**Scaling and breaks of QED shifts in the shells of Dy²⁺**

The table holds orbital energies, self-energy and vacuum-polarisation shifts for all occupied orbitals of Dy²⁺ (4f¹⁰, configuration average) from four-component Dirac-Coulomb Hartree-Fock with a first-order radiative potential. The program tests $1/n^3$ and Fermi-Segrè ($d\varepsilon/dn$) scaling along each s and p series, the constancy of the ratio of the two shifts, and a parameter-free anomalous-moment term for d and f orbitals. Interior rows follow $d\varepsilon/dn$ within 2 %, while the ratio falls below its $n\ge3$ mean by 10 % for 1s and 34 % for 2p1/2. The magnetic term gives the signs of all d and f self-energies and the 4f values within 3 %, but it is an ingredient of the calculation, so the match identifies the dominant term only. The data do not decide whether the 2p1/2 break is physical or due to the change of method between the L and M shells.

Orbital energies and QED shifts of Dy2+ (Z = 66, [Xe] 4f10), computed with B-spline radial code 1 using Dirac-Coulomb Hartree-Fock averaged over the nl configuration, for a spherical atom with a Fermi nucleus at the basis-set limit. The self-energy and vacuum polarisation are shifts of the orbital energies; positive means less bound.

## The fit in Python

```python
# Table: Dy2+ (Z=66) orbital energies and first-order QED shifts (eV); B-spline radial code,
# Dirac-Coulomb Hartree-Fock, configuration average. Tested: scaling along each (l,j) series
# (1/n^3, Fermi-Segre de/dn, constant SE/|VP|) and the anomalous-moment term for d and f.
T = {
    'orbital': ['1s1/2', '2s1/2', '2p1/2', '2p3/2', '3s1/2', '3p1/2', '3p3/2', '3d3/2', '3d5/2', '4s1/2', '4p1/2', '4p3/2', '4d3/2', '4d5/2', '5s1/2', '5p1/2', '5p3/2', '4f5/2', '4f7/2'],
    'n': [1, 2, 2, 2, 3, 3, 3, 3, 3, 4, 4, 4, 4, 4, 5, 5, 5, 4, 4],
    'l': [0, 0, 1, 1, 0, 1, 1, 2, 2, 0, 1, 1, 2, 2, 0, 1, 1, 3, 3],
    'nl_electrons': [2, 2, 6, 6, 2, 6, 6, 10, 10, 2, 6, 6, 10, 10, 2, 6, 6, 10, 10],
    'e': [-54123, -9145.5, -8677.2, -7874.9, -2098.7, -1894.6, -1724.8, -1378.8, -1342.1, -450.96, -368.82, -330.58, -194.38, -187.31, -73.419, -48.732, -43.73, -27.193, -26.221],  # eV
    'self_energy': [101, 14.0, 0.583, 1.55, 3.14, 0.216, 0.394, -0.024, 0.07, 0.726, 0.0471, 0.0849, -0.00347, 0.0135, 0.108, 0.00575, 0.00987, -0.00201, 0.00153],  # eV
    'vac_pol': [-16.9, -2.17, -0.15, -0.0128, -0.47, -0.0359, -0.00316, -2.49e-05, -4.7e-06, -0.109, -0.00806, -0.000709, -5.65e-06, -1.08e-06, -0.0162, -0.000993, -8.29e-05, 2.39e-09, 2.57e-09],  # eV
}
import numpy as np
from scipy.constants import alpha, pi, physical_constants as pc
Z = 66
Ha = pc['Hartree energy in eV'][0]
a = alpha / pi
R = {o: (T['n'][i], T['l'][i], T['e'][i], T['self_energy'][i], T['vac_pol'][i]) for i, o in enumerate(T['orbital'])}
E = {o: R[o][2] for o in R}; SE = {o: R[o][3] for o in R}; VP = {o: R[o][4] for o in R}
# further outputs of the same run: density over nucleus, <r^-3> (1/bohr^3), Breit shift (eV)
rho = {'1s1/2': 293135, '2s1/2': 39136.69, '3s1/2': 8513.733, '4s1/2': 1975.47, '5s1/2': 293.3715,
       '2p1/2': 1794.614, '3p1/2': 433.3191, '4p1/2': 97.45099, '5p1/2': 12.01622}
r3 = {'3d3/2': 399.7836, '3d5/2': 353.0049, '4d3/2': 74.28578, '4d5/2': 64.54809,
      '4f5/2': 9.34162, '4f7/2': 8.952195}
breit = {'4f5/2': 0.197738, '4f7/2': 0.1461862}
rnd = lambda v: 0.5 * 10 ** (np.floor(np.log10(abs(v))) - 2) / abs(v)
print(f"Z alpha = {Z*alpha:.4f}, alpha/pi = {a:.4e}; SE self-energy, VP vacuum polarisation")
print("A. n3: VP*n^3 relative to first row; FS: VP/(de/dn) vs mean of interior rows (* one-sided slope)")
print("   VP/rho in 1e-5 eV bohr^3; dev: SE/|VP| vs mean of n>=3; rnd: rounding of that ratio")
dev, ref = {}, {}
for s in ['s1/2', 'p1/2', 'p3/2']:
    os_ = [o for o in R if o[1:] == s]
    n = np.array([R[o][0] for o in os_], float)
    e = np.abs([E[o] for o in os_]); vp = np.abs([VP[o] for o in os_])
    q = np.array([SE[o] for o in os_]) / vp
    fs = vp / (e * np.abs(np.gradient(np.log(e), n)))
    fs = fs / fs[1:-1].mean() - 1
    ref[s] = q[n >= 3].mean()
    for k, o in enumerate(os_):
        dev[o] = q[k] / ref[s] - 1
        st = '*' if k in (0, len(os_) - 1) else ' '
        d = f"{1e5*vp[k]/rho[o]:.2f}" if o in rho else "  - "
        print(f"{o} n3 {vp[k]*n[k]**3/(vp[0]*n[0]**3):.3f} FS {100*fs[k]:+5.1f}%{st} VP/rho {d} "
              f"SE/|VP| {q[k]:6.2f} dev {100*dev[o]:+5.1f}% rnd {100*(rnd(SE[o])+rnd(VP[o])):.1f}%")
for o in ['1s1/2', '2s1/2', '2p1/2']:
    x = ref[o[1:]] * abs(VP[o])
    print(f"{o}: smooth SE {x:.3g} eV, table {SE[o]:.3g} eV, difference {SE[o]-x:+.2g} eV")
print("VP p1/2 over p3/2, n=2..5: " + ", ".join(f"{VP[f'{n}p1/2']/VP[f'{n}p3/2']:.1f}" for n in range(2, 6)))
print("B. p1/2: rough magnetic part = -(2/3)(alpha/pi)*splitting; rest = SE minus it")
mg = {n: -2 / 3 * a * (E[f'{n}p3/2'] - E[f'{n}p1/2']) for n in range(2, 6)}
rq = {n: (SE[f'{n}p1/2'] - mg[n]) / abs(VP[f'{n}p1/2']) for n in mg}
m = np.mean([rq[n] for n in (3, 4, 5)])
for n in mg:
    print(f"{n}p1/2 magnetic {mg[n]:+.2g} eV, rest {SE[f'{n}p1/2']-mg[n]:+.2g} eV, "
          f"rest/|VP| {rq[n]:.1f}, dev {100*(rq[n]/m-1):+.0f}%")
print("C. d, f: magnetic = (alpha/pi)(alpha^2 Z <r^-3>/2)<l.s>, bare Z, no fitted parameter")
M = {}
for o in r3:
    l = R[o][1]; j = int(o[2]) / 2
    ls = (j * (j + 1) - l * (l + 1) - 0.75) / 2
    M[o] = a * alpha**2 * Z * r3[o] / 2 * Ha * ls
    print(f"{o} l.s {ls:+.1f} model {M[o]:+.3g} SE {SE[o]:+.3g} rest {SE[o]-M[o]:+.2g} eV, "
          f"model/SE {M[o]/SE[o]:.2f}, |VP/SE| {abs(VP[o]/SE[o]):.1e}")
print("SE difference of the j pair (eV): table, bare-Z model, (alpha/pi)*eigenvalue splitting")
for lo, hi in [('3d3/2', '3d5/2'), ('4d3/2', '4d5/2'), ('4f5/2', '4f7/2')]:
    d, b, sp = SE[hi] - SE[lo], M[hi] - M[lo], E[hi] - E[lo]
    print(f"{lo[:2]}: {d:.3g}; {b:.3g} ({100*(b/d-1):+.0f}%); {a*sp:.3g} ({100*(a*sp/d-1):+.0f}%); "
          f"splitting {sp:.3g}, bare-Z splitting {b/a:.3g}")
for s in ['d3/2', 'd5/2']:
    u, v = '3' + s, '4' + s
    print(f"3d/4d for {s}: SE {SE[u]/SE[v]:.2f}, magnetic {M[u]/M[v]:.2f}, rest {(SE[u]-M[u])/(SE[v]-M[v]):.1f}")
print("4f Breit shift over |SE|: " + ", ".join(f"{o} {breit[o]/abs(SE[o]):.0f}" for o in breit))
print("SE/|e| in 1e-3, 1s..5s: " + ", ".join(f"{1e3*SE[f'{n}s1/2']/abs(E[f'{n}s1/2']):.2f}" for n in range(1, 6)))
assert all(np.sign(M[o]) == np.sign(SE[o]) for o in r3)
assert all(abs(dev[f'{n}s1/2']) < 0.01 for n in (3, 4, 5))
assert dev['2p1/2'] < -0.25 and abs(dev['2p3/2']) < 0.05
assert all(abs(M[o] / SE[o] - 1) < 0.1 for o in ('4f5/2', '4f7/2'))
```

Output:

```
Z alpha = 0.4816, alpha/pi = 2.3228e-03; SE self-energy, VP vacuum polarisation
A. n3: VP*n^3 relative to first row; FS: VP/(de/dn) vs mean of interior rows (* one-sided slope)
   VP/rho in 1e-5 eV bohr^3; dev: SE/|VP| vs mean of n>=3; rnd: rounding of that ratio
1s1/2 n3 1.000 FS +20.0%* VP/rho 5.77 SE/|VP|   5.98 dev -10.4% rnd 0.8%
2s1/2 n3 1.027 FS  -0.2%  VP/rho 5.54 SE/|VP|   6.45 dev  -3.3% rnd 0.6%
3s1/2 n3 0.751 FS  +1.7%  VP/rho 5.52 SE/|VP|   6.68 dev  +0.2% rnd 0.3%
4s1/2 n3 0.413 FS  -1.5%  VP/rho 5.52 SE/|VP|   6.66 dev  -0.1% rnd 0.5%
5s1/2 n3 0.120 FS -16.9%* VP/rho 5.52 SE/|VP|   6.67 dev  -0.0% rnd 0.8%
2p1/2 n3 1.000 FS  -5.1%* VP/rho 8.36 SE/|VP|   3.89 dev -33.9% rnd 0.4%
3p1/2 n3 0.808 FS  +0.2%  VP/rho 8.28 SE/|VP|   6.02 dev  +2.3% rnd 0.4%
4p1/2 n3 0.430 FS  -0.2%  VP/rho 8.27 SE/|VP|   5.84 dev  -0.7% rnd 0.2%
5p1/2 n3 0.103 FS -15.9%* VP/rho 8.26 SE/|VP|   5.79 dev  -1.6% rnd 0.1%
2p3/2 n3 1.000 FS  -7.8%* VP/rho   -  SE/|VP| 121.09 dev  -0.1% rnd 0.7%
3p3/2 n3 0.833 FS  -0.5%  VP/rho   -  SE/|VP| 124.68 dev  +2.9% rnd 0.3%
4p3/2 n3 0.443 FS  +0.5%  VP/rho   -  SE/|VP| 119.75 dev  -1.2% rnd 0.1%
5p3/2 n3 0.101 FS -19.3%* VP/rho   -  SE/|VP| 119.06 dev  -1.7% rnd 0.1%
1s1/2: smooth SE 113 eV, table 101 eV, difference -12 eV
2s1/2: smooth SE 14.5 eV, table 14 eV, difference -0.47 eV
2p1/2: smooth SE 0.883 eV, table 0.583 eV, difference -0.3 eV
VP p1/2 over p3/2, n=2..5: 11.7, 11.4, 11.4, 12.0
B. p1/2: rough magnetic part = -(2/3)(alpha/pi)*splitting; rest = SE minus it
2p1/2 magnetic -1.2 eV, rest +1.8 eV, rest/|VP| 12.2, dev -9%
3p1/2 magnetic -0.26 eV, rest +0.48 eV, rest/|VP| 13.3, dev -0%
4p1/2 magnetic -0.059 eV, rest +0.11 eV, rest/|VP| 13.2, dev -1%
5p1/2 magnetic -0.0077 eV, rest +0.013 eV, rest/|VP| 13.6, dev +2%
C. d, f: magnetic = (alpha/pi)(alpha^2 Z <r^-3>/2)<l.s>, bare Z, no fitted parameter
3d3/2 l.s -1.5 model -0.0666 SE -0.024 rest +0.043 eV, model/SE 2.78, |VP/SE| 1.0e-03
3d5/2 l.s +1.0 model +0.0392 SE +0.07 rest +0.031 eV, model/SE 0.56, |VP/SE| 6.7e-05
4d3/2 l.s -1.5 model -0.0124 SE -0.00347 rest +0.0089 eV, model/SE 3.57, |VP/SE| 1.6e-03
4d5/2 l.s +1.0 model +0.00717 SE +0.0135 rest +0.0063 eV, model/SE 0.53, |VP/SE| 8.0e-05
4f5/2 l.s -2.0 model -0.00208 SE -0.00201 rest +6.5e-05 eV, model/SE 1.03, |VP/SE| 1.2e-06
4f7/2 l.s +1.5 model +0.00149 SE +0.00153 rest +3.8e-05 eV, model/SE 0.97, |VP/SE| 1.7e-06
SE difference of the j pair (eV): table, bare-Z model, (alpha/pi)*eigenvalue splitting
3d: 0.094; 0.106 (+13%); 0.0852 (-9%); splitting 36.7, bare-Z splitting 45.6
4d: 0.017; 0.0195 (+15%); 0.0164 (-3%); splitting 7.07, bare-Z splitting 8.41
4f: 0.00354; 0.00357 (+1%); 0.00226 (-36%); splitting 0.972, bare-Z splitting 1.54
3d/4d for d3/2: SE 6.92, magnetic 5.38, rest 4.8
3d/4d for d5/2: SE 5.19, magnetic 5.47, rest 4.9
4f Breit shift over |SE|: 4f5/2 98, 4f7/2 96
SE/|e| in 1e-3, 1s..5s: 1.87, 1.53, 1.50, 1.61, 1.47
```
